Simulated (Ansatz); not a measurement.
**Ligand exchange: SnH(CH3)2(OH) + SiH3(SiH3) → SnH(CH3)2(SiH3) + SiH3(OH)**

Species: SnH(CH3)2(OH), singlet; SiH3(SiH3) (disilane), singlet; SnH(CH3)2(SiH3), singlet; SiH3(OH), singlet. The partners trade OH for SiH3: Sn–OH and Si–SiH3 bonds give way to Sn–SiH3 and Si–OH.

Shapes, held fixed at every level: PBE0-D4/def2-TZVP. Flexible molecules stand in one conformer, not always the lowest. Programs: Ansatz 0.2.0. Electronic energies: no zero-point or thermal term.

| level | kind | ΔE (kJ/mol) | less CCSD(T)/def2-TZVPP |
| --- | --- | --- | --- |
| r2SCAN-D4/def2-TZVPP | meta-GGA | -76.9 | +4.4 |
| wB97M-V/def2-TZVPP | range-separated hybrid | -83.6 | -2.3 |
| wB97X-V/def2-TZVPP | range-separated hybrid | -76.0 | +5.3 |
| B2PLYP/def2-TZVPP | double hybrid | -81.4 | -0.1 |
| MP2/def2-TZVPP | perturbation theory | -88.8 | -7.5 |
| CCSD/def2-TZVPP | coupled cluster or CI | -83.3 | -2.0 |
| CCSD(T)/def2-TZVPP | coupled cluster or CI | -81.3 | 0.0 |

The highest level, CCSD(T)/def2-TZVPP, gives ΔE = -81.3 kJ/mol; the levels span -88.8 to -76.0. The column of differences is taken from that level and isn't an error. No measured value is set beside it here. For atoms past krypton def2 sets carry core potentials with scalar relativity. Correlated rows may include outer-core shells of Sn, which these sets cover unevenly.

The exchange is clearly exothermic at every level, with hydroxide favouring silicon and the silyl group ending up on tin. The main driving force is probably the strength of the Si–O bond. Silicon's more compact valence orbitals allow a shorter bond to oxygen, with better overlap and stronger electrostatic attraction than tin can offer, and donation from the oxygen lone pairs into σ* orbitals on silicon may add to this. Replacing Si–Si by Sn–Si should cost some energy, but both bonds are weakly polar and differ less than the two bonds to oxygen.

The preference does not hinge on the treatment of correlation, although its size does. MP2 gives the most negative value, -88.8 kJ/mol, probably by overestimating correlation contributions that higher-order terms temper. The two range-separated hybrids fall on opposite sides of CCSD(T), so functional class alone does not predict the direction of the deviation. Because tin carries methyl groups and silicon only hydrogen, the reaction energy does not isolate the intrinsic difference between the two elements.
